Question

My GHF stability analysis of the 120° state of a half-filled three-site Hubbard ring gives three zero eigenvalues of the orbital Hessian, but six zero eigenvalues of the RPA (linearised TDHF) matrix, with eigenvectors that cannot be normalised. A UHF radical gives two and two, and there they can. What is the counting rule, and do the extra zeros mean anything?

Answer

The Hessian counts broken generators. The RPA matrix also sees their commutators, and each extra zero carries a moment of inertia.

1. Premises (ħ = 1)

|Φ⟩ is a stationary HF determinant of general complex spin orbitals, h occupied and p virtual. Neighbouring determinants are exp(Σ z_ph a_p†a_h)|Φ⟩ (Thouless). With Z = (z, z*),

E = E₀ + ½ Z†MZ + O(z³), M = [[A, B], [B*, A*]],
A_ph,p'h' = (ε_p − ε_h)δδ + ⟨ph'||hp'⟩, B_ph,p'h' = ⟨pp'||hh'⟩.

Linearised TDHF is i dz/dt = ∂E/∂z* = Az + Bz*, or iη dZ/dt = MZ with η = diag(1, −1), so the frequencies are the eigenvalues of ηM. I assume:

(P1) H commutes with Hermitian one-body operators G_1 … G_n whose ph blocks are linearly independent over the reals (the broken generators).
(P2) M is positive semidefinite.
(P3) M has no zero modes other than those from the G_i.

For a one-body operator O define v(O) = (O_ph, −O_hp), linear in O, and g_i = v(G_i).

2. The Hessian has n zeros

exp(−iθG)|Φ⟩ has z = −iθG_ph to first order, so Z = −iθg. Since [H, G] = 0, the rotated determinant is stationary too, so the gradient MZ + O(θ²) vanishes for all θ and Mg = 0. The −ig_i have the physical form (z, z*), and real-independent vectors of that form are complex-independent. With P3, ker M = span{g_i}, of dimension n. As η is invertible, ker ηM is the same space: both matrices have n zero eigenvectors. They can differ only in algebraic multiplicity, since ηM is not Hermitian.

3. The metric on the kernel

g_i†ηg_j = Σ_ph (G_i,hp G_j,ph − G_j,hp G_i,ph) = ⟨Φ|[G_i, G_j]|Φ⟩ ≡ ρ_ij.

The last step holds because the occupied-occupied terms of Σ_h [G_i, G_j]_hh cancel; in general v(O)†ηv(O') = ⟨[O†, O']⟩. ρ is Hermitian and antisymmetric, hence imaginary, so its nonzero eigenvalues come in pairs ±μ and its rank is even, 2r. Also needed: the first-order change of ⟨G⟩ is Σ (G_hp z_ph + c.c.) = g†ηZ.

4. Jordan structure at zero

A kernel vector v = Σ c_j g_j heads a chain if ηMq = v, i.e. Mq = ηv, is solvable. M is Hermitian, so this needs ηv orthogonal to ker M: g_i†ηv = Σ_j ρ_ij c_j = 0. There are therefore n − 2r blocks of size two or more.

None is longer. Suppose (ηM)³x = 0, and put y = ηMx, v = ηMy. Then Mv = 0 and My = ηv, so y†My = y†ηv = x†Mηηv = x†Mv = 0. By P2 this forces My = 0, hence (ηM)²x = 0.

Result: at ω = 0, ηM has 2r blocks of size one and n − 2r blocks of size two, in total 2n − rank ρ zero eigenvalues against n for M.

5. Proper modes

If ρc = μc with μ > 0 and c†c = 1, then x = Σ c_j g_j/√μ has x†ηx = 1, and the vector built from c* has norm −1. This is an ordinary RPA pair ±ω at ω = 0. There are r such pairs, each using two generators that are canonically conjugate to each other.

6. Improper modes and the inertia

ker ρ has a real basis; call the corresponding generators G_a. Each g_a is η-orthogonal to the whole kernel, itself included, so it cannot be normalised. Solve Mq_a = ηg_a, with q_a of the form (z, z*), possible because ηg_a has it. Define

I_ab = g_a†ηq_b = q_a†Mq_b.

Adding a kernel vector to q_b leaves I unchanged, because g_a†ηg_j = 0. I is real, symmetric and positive definite, since no combination of the q_a lies in ker M. Take it diagonal. Three readings agree.

Cranking: stationarity of E − ω⟨G_a⟩ gives MZ = ωηg_a, so Z = ωq_a, δ⟨G_a⟩ = Iω and E − E₀ = (δ⟨G_a⟩)²/2I. This is the Thouless-Valatin inertia.

Dynamics: Z(τ) = ω(q_a − iτg_a) solves iη dZ/dτ = MZ, both sides being ωηg_a. The secular term typical of a Jordan block is uniform rotation through θ = ωτ.

Conjugate operator: Q = −iq_a/I equals v(Θ) for a Hermitian Θ, with ηMQ = −ig_a/I and ⟨[Θ, G_a]⟩ = i. Θ is the angle; it is no symmetry of H, so the Hessian misses it.

7. Spin rotations

[S_i, S_j] = iε_ijk S_k gives ρ_ij = iε_ijk⟨S_k⟩. M must include spin-flip rotations.

Collinear UHF, ⟨S_z⟩ > 0: S_x and S_y are broken, ρ has eigenvalues ±⟨S_z⟩. One proper pair, v(S₋)/√(2⟨S_z⟩) and its partner; two zeros in M, two in ηM.
Collinear UHF, spin-polarised with ⟨S_z⟩ = 0: two improper modes; two zeros in M, four in ηM.
Noncollinear, ⟨S⟩ ≠ 0: n = 3, rank two. One proper pair and one improper mode (rotation about ⟨S⟩); three and four.
Noncollinear, ⟨S⟩ = 0: three improper modes; three and six.

8. The 120° state

H = −t Σ (c†_iσ c_jσ + h.c.) + U Σ n_j↑n_j↓ over three bonds and sites, three electrons, t, U > 0. For a determinant the interaction energy is U Σ_j (n_j²/4 − |m_j|²), m_j = ⟨S_j⟩, so the Fock potential is Un_j/2 − U m_j·σ. Take n_j = 1, m_j = m(cos θ_j, sin θ_j, 0), θ_j = 2πj/3, Δ = Um. Plane waves e^(iκθ_j)/√3 have energies −2t (κ = 0) and t (κ = 1, 2). The field couples κ↑ only to (κ+1)↓ with element −Δ, giving blocks a = (0↑, 1↓), b = (1↑, 2↓), c = (2↑, 0↓). With R = √(9t²/4 + Δ²), s = Δ/R = sin 2α, k = 3t/2R = cos 2α, and U/2 dropped:

occupied: a = (cos α, sin α) and c = (sin α, cos α) at −t/2 − R; b = (1, 1)/√2 at t − Δ;
virtual: a' = (−sin α, cos α) and c' = (−cos α, sin α) at −t/2 + R; b' = (−1, 1)/√2 at t + Δ.

The densities are uniform, and summing ⟨σ_x⟩/6 over blocks gives m = (1 + 2s)/6, so with λ = U/3 self-consistency reads 1/λ = 1/R + 1/2Δ. The S_z of a and c cancel and the in-plane moments sum to zero: ⟨S⟩ = 0, ρ = 0.

The second-order energy is Σ(ε_p − ε_h)|z|² + U Σ_j (δn_j²/4 − |δm_j|²). In the frame turning with θ_j, the Fourier components of density and spin act as 1, σ_x, σ_y, σ_z inside a block, times a block shift q. M therefore splits by q.

Sector q = 0 (a→a', b→b', c→c'), D₀ = diag(2R, 2Δ, 2R). The elements ⟨p|σ|h⟩ are e_x = (k, 0, −k) for σ_x, i e_y with e_y = (1, 1, 1) for σ_y, and −e_z with e_z = (s, 1, s) for σ_z; the total density has none. Real z changes σ_x and σ_z, imaginary z changes σ_y:

A + B = D₀ − λ(e_x e_xᵀ + e_z e_zᵀ), A − B = D₀ − λ e_y e_yᵀ.

A matrix D − λeeᵀ with D > 0 is positive definite if λeᵀD⁻¹e < 1, and has one zero and no negative eigenvalue if it equals 1. Here λe_yᵀD₀⁻¹e_y = 1 is the self-consistency condition, and the null vector D₀⁻¹e_y ∝ e_z is g for S_z. In A + B, e_x and e_z decouple (e_xᵀD₀⁻¹e_z = 0) and both sums, k²/R and s²/R + 1/2Δ, lie below 1/λ. With G_ph = −e_z/2 real, (A + B)q = G and I = 2Gᵀq. The Sherman-Morrison formula gives

I_z = χ₀/(1 − χ₀/χ⊥), χ₀ = s²/2R + 1/4Δ, χ⊥ = 1/2R + 1/4Δ.

Sector q = ±1. Let w hold z* for the shifts +1 (a→b', b→c', c→a') and z for their partners (c→b', b→a', a→c'). Partners share the gaps D₁ = diag(R + Δ + 3t/2, R + Δ − 3t/2, 2R). The energy is Σ gap|w|² + (U/6)(|δn_q|² − |δσ_q|²). Put u = (cos α + sin α)/√2, v = (cos α − sin α)/√2. For a→b' the coefficients of 1, σ_x, σ_y, σ_z are −v, v, iu, −u, and for c→b' they are v, −v, −iu, −u. In all three pairs σ_z is even and the rest odd under exchange of partners, so the normalised even and odd combinations decouple:

M_s = D₁ − λ f_z f_zᵀ, f_z = (u, u, 1),
M_a = D₁ + λ(f_n f_nᵀ − f_x f_xᵀ − f_y f_yᵀ), f_n = (−v, −v, k), f_x = (v, −v, 0), f_y = (u, u, s).

Each occurs twice in M (w and w*). Using (R + Δ)² − 9t²/4 = 2Δ(R + Δ) and u² = (1 + s)/2, f_zᵀD₁⁻¹f_z = u²/Δ + 1/2R = 1/λ, so M_s has one zero. Expanding the determinant,

det M_a = 8R³s³(1 + s)(1 − s)(4 − s)/(1 + 2s)² > 0 for 0 < s < 1.

No eigenvalue of M_a crosses zero, and M_a is positive definite at the point used below, so it is for all U > 0. M thus has exactly three zeros, and P2 and P3 hold.

S₊ shifts the block by +1 and acts as (σ_x + iσ_y)/2, so δ⟨S₊⟩ = −f·w/√2 on the odd combinations, f = f_y − f_x, and zero on the even ones. Minimising w†M_a w − ω Re δ⟨S₊⟩ gives

I_x = I_y = ¼ fᵀM_a⁻¹f = (1 + 2s)(4 + 12s − 4s³ + 9s⁴ − 3s⁵)/[16Rs³(1 − s²)(4 − s)].

η is +1 on z and −1 on z*, so it swaps even and odd: ω² are the eigenvalues of M_sM_a. It carries the source f into g for S₊, and indeed M_s f = 0. For U ≫ t (s → 1) both inertias tend to 1/J, J = 4t²/U, the value for a Heisenberg triangle, whose energy is (J/2)S² + const.

9. Range of validity

Without P2, frequencies can be imaginary and chains longer than two are not excluded. Without P3, as at an instability threshold, there are extra zeros; for the triangle this is approached as U/t → 0 or ∞, where det M_a/R³ → 0. M must span all complex, spin-mixing rotations; a restricted Hessian shows only some zeros. The symmetry must be continuous and exact in the basis used, which translation is not for atom-centred functions at fixed positions. A weak symmetry-breaking energy ½Kθ² added to the kinetic term (δ⟨G⟩)²/2I makes an oscillator with ω = √(K/I), whereas a normalisable pair shifts in first order, linearly in the perturbation. Convergence noise therefore scatters improper zeros as its square root. Finally, I is a harmonic, small-ω quantity of one local minimum.

10. Numbers

Illustrative inputs: t = 0.13 eV, U = 0.60 eV, so U = 60t/13. Then Δ = 2t = 0.26 eV, R = 2.5t = 0.325 eV, s = 0.8, k = 0.6, m = 0.4333, u² = 0.9, λ = 20t/13. The HF energy is the kinetic part −1.8t plus 3U(¼ − m²), in total −0.9385t.

χ₀ = 0.253/t and χ⊥ = 0.325/t give I_z = 1.1420/t = 8.785 eV⁻¹.

D₁ = diag(6, 3, 5)t, and 13M_a/t = [[60, −14, −γ], [−14, 21, −γ], [−γ, −γ, 59.4]] with γ² = 360. Its leading minors 60, 1064 and 23961.6 are positive. With f = (2/√10, 4/√10, 0.8), fᵀ adj(13M_a/t) f = 11582.48, so I_x = (13/4)(11582.48/23961.6)/t = 1.5710/t = 12.08 eV⁻¹. The constants 1/2I correspond to 660 K (z) and 480 K (x, y).

The 18 × 18 Hessian has three zeros. The products (A − B)(A + B) and M_sM_a give ω = 4.204t, 4.412t and 5.793t (0.547, 0.573, 0.753 eV), each twice, and ω² = 0 three times: six zeros of ηM in three 2 × 2 blocks, as you found.

To see what the inertias are worth, quantise them as a symmetric top, [S(S+1) − K²]/2I_x + K²/2I_z, with K the spin along the normal. In Φ the components K = ±3/2 have ring momentum 0, and K = 1/2, −1/2 have momentum 1, 2. The only quartet has momentum 0, so it takes |K| = 3/2 and the doublets |K| = 1/2. The quartet-doublet gap is then 1/2I_x + 1/I_z = 1.194t = 0.1552 eV.

Full CI is short. The quartet has E = 0, the sum of the band energies. For S_z = 1/2 and momentum 1, one up hole and one down electron give the matrix U + diag(3t, 0, −3t) − (U/3)(all ones). With E = U + x its secular equation is x³ + Ux² − 9t²x − 3Ut² = 0, and the lowest root gives E = −1.1451t. The exact gap is 0.1489 eV, so the rotor errs by +4.3 per cent. Taking a small-ω inertia to S = 3/2 is uncontrolled for three electrons except at large U, where both gaps tend to 3J/2. All these numbers are the model's.